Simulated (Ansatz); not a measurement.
Pressure against volume in In₃Se

It was reached by relaxing an invented guess, and it needn't be the stable form of this composition.

All numbers below come from DFT PBE, scalar-relativistic, plane waves, PAW (Ansatz). Cutoff 420 eV, Γ-centred 12×12×12 mesh (4-atom cell), Gaussian smearing of 0.10 eV, no spin polarisation.

```yaml
crystal:
  lattice:
    - [-3.03714, 3.03714, 3.03714]
    - [3.03714, -3.03714, 3.03714]
    - [3.03714, 3.03714, -3.03714]
  atoms:
    - { symbol: In, position: [0.00000, 0.50000, 0.50000] }
    - { symbol: In, position: [0.50000, 0.00000, 0.50000] }
    - { symbol: In, position: [0.50000, 0.50000, 0.00000] }
    - { symbol: Se, position: [0.00000, 0.00000, 0.00000] }
```

The cell was set to several volumes, with shape and atoms relaxed at each where symmetry leaves them free. Pressure is positive in compression, and energies count from the lowest row. No row has a gap on its mesh.

```tsv
row	V (Å³/atom)	P (GPa)	ΔE (meV/atom)
1	24.653	6.24	57.1
2	25.494	?	?
3	26.334	2.51	12.2
4	27.175	1.11	2.8
5	28.015	-0.04	0.0
6	28.856	-0.98	2.8
7	29.696	-1.76	10.1
8	30.817	-2.60	25.5
```

Question: Find B = −V·ΔP/ΔV from rows 4 and 6 and from rows 1 and 3, and from the two its slope B′ and its value B0 at zero pressure.

Answer: Rows 4 and 6 give −(27.175 + 28.856)/2 × (-0.98 − (1.11))/(28.856 − 27.175) = 34.8 GPa at a mean pressure of 0.07 GPa. Rows 1 and 3 give −(24.653 + 26.334)/2 × (2.51 − (6.24))/(26.334 − 24.653) = 56.6 GPa at a mean pressure of 4.38 GPa. So B′ = (56.6 − 34.8)/(4.38 − (0.07)) = 5.06 and B0 = 34.8 − 5.06 × (0.07) = 34.4 GPa. A third-order Birch–Murnaghan fit to all the energies gives B0 = 35.1 GPa and B′ = 5.4.

Question: Estimate the pressure and energy of row 2.

Answer: From row 5, V0 = 28.015 × (1 + (-0.04)/34.4) = 27.982 Å³/atom. Murnaghan's form P = (B0/B′)·[(V0/V)^B′ − 1] gives (34.4/5.06) × [(27.982/25.494)^5.06 − 1] = 4.09 GPa; the computed pressure is 4.20 GPa, so the estimate is off by -0.11 GPa. The work of compression from row 3, with the mean of the two pressures, gives ΔE = 12.2 + (4.09 + 2.51)/2 × (26.334 − 25.494)/160.2 × 1000 = 29.5 meV/atom (1 eV/Å³ = 160.2 GPa); the computed value is 29.8 meV/atom.

An odd number of electrons in the primitive cell allows no gap without spin; a larger cell or a magnetic state could open one. All volumes keep the k mesh of the relaxed cell. A structure relaxed within its symmetry needn't be a true minimum.

In₃Se is soft here, with a zero-pressure bulk modulus of 34.4 GPa, and it stiffens steadily as it is squeezed. The energy well is correspondingly lopsided: row 3 lies higher than row 7 for an equal change in volume, because closed-shell and Pauli repulsion rises faster on compression than bonding fades on expansion. The atoms sit on a simple cubic net with every position fixed by symmetry, so compression must shorten all contacts together and cannot be relieved by bending or rotation. The softness probably reflects this open packing and the long In–Se contacts of 3.03714 Å, well beyond a normal bond. With so much indium, selenium can't take up all the valence electrons, which suggests that In–In interactions carry much of the cohesion. The fitted B′ of 5.4 exceeds the two-point 5.06, as expected if B′ itself falls with pressure. The curve tests resistance to uniform compression only, not to shear.
